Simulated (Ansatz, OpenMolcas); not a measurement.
A ladder of methods for CH7BSi (SMILES CB[SiH3])

CH7BSi has 10 atoms, charge 0, and is taken as a singlet. As SMILES, `CB[SiH3]`. Geometry: relaxed at PBE0-D4/def2-TZVP.

Quantity: the HOMO–LUMO gap, in eV. The values are calculated.

```csv
level,kind,program,value (eV),CPU time
SVWN5/6-311+G**,LDA,Ansatz,3.77,5.8 s
PBE/6-311+G**,GGA,OpenMolcas,3.94,93 s
M06-L/6-311+G**,meta-GGA,OpenMolcas,4.73,1.9 min
TPSS/6-311+G**,meta-GGA,OpenMolcas,4.30,2 min
r2SCAN/6-311+G**,meta-GGA,OpenMolcas,4.53,1.8 min
PBE0/6-311+G**,global hybrid,Ansatz,6.13,8.8 s
wB97M-V/6-311+G**,range-separated hybrid,Ansatz,10.20,75 s
B2PLYP/6-311+G**,double hybrid,OpenMolcas,8.59,73 s
```

The values span 3.77 to 10.20 eV. Orbital gaps aren't excitation energies, and those of double hybrids come from the SCF part alone; they tend to grow with the share of exact exchange. Times are those of the runs behind each value, whatever else they computed, on shared processors of several kinds: orders of magnitude only.

The frontier orbitals of this molecule are probably set by its three-coordinate boron. With only six valence electrons, boron keeps an empty p orbital perpendicular to its bonding plane, the natural LUMO, which hyperconjugation with the methyl and silyl groups can raise only modestly. The HOMO is likely dominated by the B–Si σ bond, which lies higher than the C–H and B–C bonds because silicon is electropositive and its overlap with boron is weaker.

The semilocal functionals stay between 3.77 and 4.73 eV, whereas PBE0 gives 6.13 eV and wB97M-V 10.20 eV, the latter above even B2PLYP, probably because full exact exchange at long range lowers the occupied levels and raises the empty ones. The wB97M-V gap is therefore best read as an estimate of the difference between ionization energy and electron affinity, and the small semilocal gaps are no sign of unusual reactivity. Without the silicon-free analogue, the silyl group's own effect on the gap remains open.
